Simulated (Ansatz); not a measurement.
## Si: pressure against volume

Si, P6_3/mmc, a = 3.810 Å, c = 12.522 Å. This isn't the element's structure at ambient conditions. Ansatz: LDA, PAW, 420 eV, Γ-centred 12×12×4 mesh on 8 atoms, Gaussian smearing 0.02 eV; no spin polarisation. Shape and atoms are relaxed at each volume; pressure is positive in compression.

```
V (Å³/atom) P (GPa)
     18.497     6.80
     19.088     3.13
     19.678     0.00
     20.268        ?
     20.859    -4.97
```

Question: Take V0 = 19.678 Å³/atom, fit the third-order Birch–Murnaghan form to the other rows, and predict the missing pressure.

Answer: With the Eulerian strain f = ½[(V0/V)^(2/3) − 1] and y = P/[3f(1 + 2f)^(5/2)], the form is the line y = B0 + 1.5 B0 (B0′ − 4) f. Rows (f, y): 0.02106, 97.1; 0.01025, 96.8; -0.01906, 95.8. Means f = 0.004083, y = 96.567; Σ(Δf)² = 0.0008618, ΣΔfΔy = 0.02824; the slope is their ratio. y = 96.43 + 32.76 f GPa, so B0 = 96.4 GPa and B0′ = 4 + 2 × (32.76)/(3 × 96.43) = 4.23. At V = 20.268, f = -0.00975, y = 96.11 and P = -2.68 GPa. The run gave -2.68 GPa, the same to the digits shown.

Cost: 5 runs of about 7.9 core-minutes in all, on Intel Xeon Processor @ 2.50GHz (Skylake/Cascade Lake) (shared hosts).

The pressure curve is steeper in compression than in expansion: equal volume changes about V0 cost 6.80 GPa on one side and -4.97 GPa on the other. This is the usual anharmonicity of a bond, where short-range repulsion rises faster on shortening than the restoring force grows on stretching. The bulk modulus of 96.4 GPa is close to that well known for diamond-type silicon. Together with the cell shape and the volume per atom, this suggests a hexagonal stacking polytype with the same tetrahedral sp³ network. Changing the stacking alters mainly the arrangement beyond the nearest neighbours, so it should hardly affect the resistance to uniform compression, which is set largely by the covalent bonds.

The predicted point lies inside the fitted range, so its agreement with the run supports the smooth interpolation but is a weak test of B0′, which matters more at larger strains. A smooth curve for one phase also says nothing about where denser, metallic silicon would take over under pressure.
